A nucleus with two Mn neighbours at the same distance should feel about twice the spin density that one Mn would give it. This count probably accounts for Si2, whose isotropic hyperfine constant of −22.6 MHz is about twice the largest found on any other silicon in the table. The calculation repeats one small cell without end, so the next copy of the Mn atom lies only 6.19 Å away within the layer. Si2 sits halfway between the two copies, and because the cell is repeated exactly, both carry their spin in the same direction.

Ansatz 0.2.0, PBE, plane waves with default PAW datasets, cutoff 420 eV, scalar-relativistic, spin-polarised, with responding cores. Neutral Mn on a Si site in a 48-atom SiC supercell, ions relaxed, 4×4×2 k-point mesh, three unpaired electrons. The isotropic hyperfine constant is A in H = A I·S, from the contact spin density alone.

| atom | like atoms | distance from the defect (Å) | site moment (muB) | mass number | isotropic hyperfine constant (MHz) |
| --- | --- | --- | --- | --- | --- |
| Mn1 | 1 | 0.01 | 2.34 | 55 | -77.9 |
| C36 | 1 | 1.95 | -0.05 | 13 | -3.7 |
| C33 | 2 | 1.95 | -0.05 | 13 | -3.8 |
| C25 | 1 | 1.96 | -0.02 | 13 | -7.1 |
| Si2 | 3 | 3.09 | 0.01 | 29 | -22.6 |
| Si20 | 1 | 3.10 | 0.01 | 29 | -7.0 |
| Si17 | 2 | 3.10 | 0.01 | 29 | -7.0 |
| Si12 | 1 | 3.11 | 0.01 | 29 | -11.0 |
| Si10 | 1 | 3.11 | 0.01 | 29 | -11.1 |
| Si9 | 1 | 3.11 | 0.01 | 29 | -11.1 |
| C35 | 1 | 3.63 | 0.00 | 13 | 2.2 |
| C47 | 2 | 3.64 | 0.00 | 13 | 0.3 |
| C45 | 1 | 3.64 | 0.00 | 13 | 0.3 |
| Si11 | 1 | 4.38 | 0.00 | 29 | -2.2 |
| Si19 | 1 | 4.38 | 0.00 | 29 | -2.5 |
| C44 | 1 | 4.78 | 0.00 | 13 | 0.8 |

The isotropic hyperfine constant $A$ measures how strongly the unpaired electrons couple to a nucleus, and electron spin resonance uses it to recognise a defect. It follows the contact spin density, which is the surplus of one electron spin over the other at the nucleus itself:

$$A \propto g_\mathrm{n}\,\rho_\mathrm{s}(0).$$

Here $g_\mathrm{n}$ is the nuclear g factor and $\rho_\mathrm{s}(0)$ the contact spin density, counted as positive when it points along the total moment. The ions were relaxed before the constants were computed.

The doubling can be tried on the six other silicon atoms at nearly the same distance, each of which has only one Mn so near. They form two groups of three. If the densities from the two copies simply add, the stronger group predicts for Si2

$$A \approx 2\times(-11.07\ \mathrm{MHz}) = -22.1\ \mathrm{MHz},$$

which is 2 % smaller in size than the computed value; Si2 itself did not enter the estimate. The weaker group would give only −14 MHz, and distance does not tell which group Si2 resembles. The position between two copies is certain, then, while the close agreement depends on choosing the stronger group. If the densities do add, a single Mn atom in a large crystal should couple to such a site about half as strongly as the table suggests.

The signs need a second argument, because $^{29}$Si has a negative nuclear g factor while $^{13}$C and $^{55}$Mn have positive ones. Once this is allowed for, the contact spin density is negative on Mn and on its nearest carbons, and positive on every listed site farther out, although the sign is not secure where the constant is small. Two limiting cases help to explain the change. If the unpaired spin stayed wholly in the 3d shell of Mn, the neighbours would feel it only through exchange, which distorts the paired electrons around it. If it spread freely over the crystal, it would bring positive spin to every atom it reached.

Close to Mn the first case prevails. Exchange draws electrons of the same spin towards the 3d shell, both from the 2s shell of Mn, which lies inside it, and from the Mn–C bonds, and leaves the opposite spin at the Mn nucleus and on the carbons. The site moments support this picture for the bonds, since those of the four nearest carbons add up to −0.17 μB. The functional used here underestimates the effect in the inner shells, so the −77.9 MHz of Mn is probably too small in size.

Farther out the second case probably prevails, because the bond distortion should fade quickly while the tail of the defect states reaches on. On the nearest carbons the two contributions should oppose each other. A partial cancellation would help to explain why their constants, 3.7 to 7.1 MHz in size, are on the whole smaller than those of the silicon atoms behind them. The calculation gives only the sum, so the cancellation is an argument from theory. The functional also spreads defect states too far, which may exaggerate the positive tail.

C25 shows why the site moment is a poor guide to the constant. Its moment is clearly smaller than that of the other nearest carbons, yet its constant is nearly twice theirs. The moment counts all the spin around an atom, whereas the contact term sees only s electrons, since p electrons have no density at the nucleus. Positive p spin on C25 could cancel part of the moment and leave the negative s spin in place, but this is a guess that the calculation has not tested.

Distance alone does not order the constants either. The two silicon groups differ by about 4 MHz although their distances from Mn agree to 0.01 Å, so something besides distance must matter, such as the path through the bonds or the direction relative to the defect orbitals. A law of $1/r^3$, with $r$ the distance from the defect, belongs to the dipole coupling between two separated moments, which is absent from these constants. What matters here is the net s spin at each nucleus, whether it arrives by spreading or is induced by exchange.

The weak outer constants are no clean measure of decay. Si11 and Si19, at 4.38 Å, lie equally far from three Mn copies, as the distances in the printed output below confirm. Their values of −2.2 and −2.5 MHz therefore contain three contributions, and such small spin densities are uncertain in any case. For a similar defect cell, it is worth counting the equally near copies of the defect before reading a large constant as a strong bond.

Numerical output:

```
Sign of the contact spin density after the nuclear g factor:
   row  distance_A  A_MHz  density_sign
   Mn1        0.01  -77.9            -1
   C36        1.95   -3.7            -1
   C33        1.95   -3.8            -1
   C25        1.96   -7.1            -1
   Si2        3.09  -22.6             1
  Si20         3.1     -7             1
  Si17         3.1     -7             1
  Si12        3.11    -11             1
  Si10        3.11  -11.1             1
   Si9        3.11  -11.1             1
   C35        3.63    2.2             1
   C47        3.64    0.3             1
   C45        3.64    0.3             1
  Si11        4.38   -2.2             1
  Si19        4.38   -2.5             1
   C44        4.78    0.8             1
Spin moment outside the listed sites, muB: 0.74
Negative spin in the whole cell, muB: 0.2365
Sum of the moments of the four nearest C, muB: -0.17
Constant of Mn over that of C25, ratio: 10.97
Constant of C25 over the mean of the other three nearest C, ratio: 1.885
Half the lateral cell edge, angstrom: 3.095
Mean constant of the stronger Si triad, MHz: -11.07
Mean constant of the weaker Si triad, MHz: -7
Two-neighbour estimate for Si2 from the stronger triad, MHz: -22.13
Two-neighbour estimate for Si2 from the weaker triad, MHz: -14
Constant of Si2 for each of its two Mn neighbours, MHz: -11.3
Distance of a Si equally far from three Mn copies, angstrom: 4.378
Distance of a C equally far from three Mn copies, angstrom: 3.629
Mean of the six single-neighbour Si over the mean of Si11 and Si19, ratio: 3.844
The same ratio expected from 1/r^3: 2.804
```
